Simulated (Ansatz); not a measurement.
MoW₂: the change of phonon entropy and phonon heat capacity with temperature

Harmonic vibrational free energy, entropy and heat capacity at constant volume, per atom, from the force constants of a q mesh, imaginary modes left out; plane waves with PAW datasets, Gamma-centred k mesh. The results are calculated, by Ansatz 0.2.0.

Structure of every row (space group P-3m1, No. 164):
```
CELL_PARAMETERS angstrom
4.49140 0.00000 0.00000
-2.24570 3.88970 0.00000
0.00000 0.00000 2.75220
ATOMIC_POSITIONS crystal
Mo 0.00000 0.00000 0.00000
W 0.66667 0.33333 0.33160
W 0.33333 0.66667 0.66840
```

Settings of every row: functional PBE; dispersion none; spin none; wave cutoff 420 eV; k mesh 12x12x16; occupations fermi dirac; smearing width 0.15 eV; pressure 0 GPa; phonon method linear response; q mesh 2x2x4.

Limits: coarse q mesh; metal sensitive to the k mesh; phonon interpolation lacks quadrupole term; no spin-orbit coupling, which can matter with elements this heavy; the cell comes from a prototype or a list of computed structures and needn't be the stable phase.

| row | temperature (K) | phonon entropy (kB/atom) | phonon heat capacity (kB/atom) | phonon free energy (meV/atom) |
| --- | --- | --- | --- | --- |
| 1 | 200 | 2.749 | 2.647 | 10.8 |
| 2 | 300 | 3.864 | 2.835 | -18 |
| 3 | 400 | ? | ? | ? |
| 4 | 500 | 5.343 | 2.939 | -98.3 |
| 5 | 600 | 5.881 | 2.957 | -146.7 |
| 6 | 700 | 6.338 | 2.968 | -199.4 |
| 7 | 800 | 6.734 | 2.976 | -255.8 |
| 8 | 900 | 7.085 | 2.981 | -315.4 |
| 9 | 1000 | 7.4 | 2.984 | -377.8 |

Question: what phonon entropy and phonon heat capacity should row 3 give?

Worked fit of phonon entropy. Entropy rises as the heat capacity times the change of ln T, so take t = ln(T / 300 K). The shown rows have t = -0.4055, 0, 0.5108, 0.6931, 0.8473, 0.9808, 1.0986, 1.204. Least squares give phonon entropy = 3.8755 + 2.82701 × t + 0.08687 × t² kB/atom; a straight line predicts inner rows, each left out in turn, worse (root mean square 0.022 against 0.0081 kB/atom). The rows lie off it by 0.006, -0.012, 0.001, 0.004, 0.005, 0.002, -0.001, -0.005 (root mean square 0.0056 kB/atom), a smooth pattern that one more power would take up: the form is only approximate. The slope at t = 0, 2.83 kB/atom, estimates the heat capacity at 300 K. The withheld row has t = 0.2877, so the fit gives 3.8755 + 2.82701 × (0.2877) + 0.08687 × (0.2877)² = 4.696 kB/atom.

The calculation gave 4.691 kB/atom. The fit lies 0.005 kB/atom (0.11 % of the column's range) above it; its largest miss of a shown row is 0.012 kB/atom.

Worked fit of phonon heat capacity. At high temperature a harmonic heat capacity falls short of its limit by a term in 1/T², so take t = (100 K / T)². The shown rows have t = 0.25, 0.11111, 0.04, 0.02778, 0.02041, 0.01562, 0.01235, 0.01. Least squares give phonon heat capacity = 2.9996 − 1.5381 × t + 0.511 × t² kB/atom; a straight line predicts inner rows, each left out in turn, worse (root mean square 0.0029 against 0.00034 kB/atom). All shown rows lie on it to the printed digit. The constant, 2.9996 kB/atom, is to be held against the harmonic limit of 3 k_B an atom. The withheld row has t = 0.0625, so the fit gives 2.9996 − 1.5381 × (0.0625) + 0.511 × (0.0625)² = 2.905 kB/atom.

The calculation gave 2.905 kB/atom. The fit meets it to the printed digit.

The other values of row 3: phonon free energy -55 meV/atom.
